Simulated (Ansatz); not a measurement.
# A series in volume per atom on ScF₃

Periodic Kohn-Sham DFT of a crystal at fixed atoms; pressure and stress are positive in compression; the energy is the free energy less that of spherical unpolarised free atoms; site moments are those in the method's own spheres, positive along +z. The results are calculated, by Ansatz 0.2.0.

Cell of the first row (space group Pm-3m, No. 221):
```
cell vectors (Å)
   3.9305     0.0000     0.0000
   0.0000     3.9305     0.0000
   0.0000     0.0000     3.9305
atoms (fractions of the cell vectors)
Sc  0.00000  0.00000  0.00000
F   0.50000  0.00000  0.00000
F   0.00000  0.50000  0.00000
F   0.00000  0.00000  0.50000
```

Settings of every row: method frozen-core PAW; functional LDA; relativity scalar; k mesh 6x6x6; filling fermi-dirac; smearing width 0.02 eV; wave cutoff 420 eV; paw set soft_2.

Atom start moment: 0 on all atoms.

Limits: PAW files made with PBE.

| row | volume per atom (Å³) | pressure (GPa) |
| --- | --- | --- |
| 1 | 15.181 | ? |
| 2 | 15.504 | 1.211 |
| 3 | 15.827 | -0.997 |
| 4 | 15.988 | -2.012 |
| 5 | 16.15 | -2.972 |
| 6 | 16.311 | -3.88 |
| 7 | 16.473 | -4.739 |
| 8 | 16.796 | -6.318 |
| 9 | 17.119 | -7.733 |

Question: what pressure should row 1 give?

Worked fit of pressure. Take u = (V_r/V)^(2/3) − 1 with V_r = 16.23 Å³ an atom, which is twice the finite (Eulerian) strain; such expansions in the strain, on which the Birch-Murnaghan equation of state is built, carry the rest volume and the bulk modulus. The shown rows have u = 0.03098, 0.0169, 0.01007, 0.0033, -0.00331, -0.00986, -0.02259, -0.03493. Least squares give pressure = −3.4294 + 136.842 × u + 405.32 × u² + 420 × u³ GPa; a parabola predicts inner rows, each left out in turn, worse (root mean square 0.0043 against 0.0024 GPa). The rows lie off it by 0.000, 0.002, -0.002, 0.001, -0.002, 0.001, 0.001, 0.000. The pressure vanishes at u = 0.0234, or V = 15.68 Å³ an atom, and there the bulk modulus at fixed shape and fractions is B = −V dP/dV = (2/3)(1 + u) dP/du = 107 GPa. The withheld row has u = 0.04555, so the fit gives −3.4294 + 136.842 × (0.04555) + 405.32 × (0.04555)² + 420 × (0.04555)³ = 3.684 GPa.

The calculation gave 3.679 GPa. The fit lies 0.005 GPa (0.044 % of the column's range) above it; its largest miss of a shown row is 0.002 GPa. This row lies beyond the range of the fit.
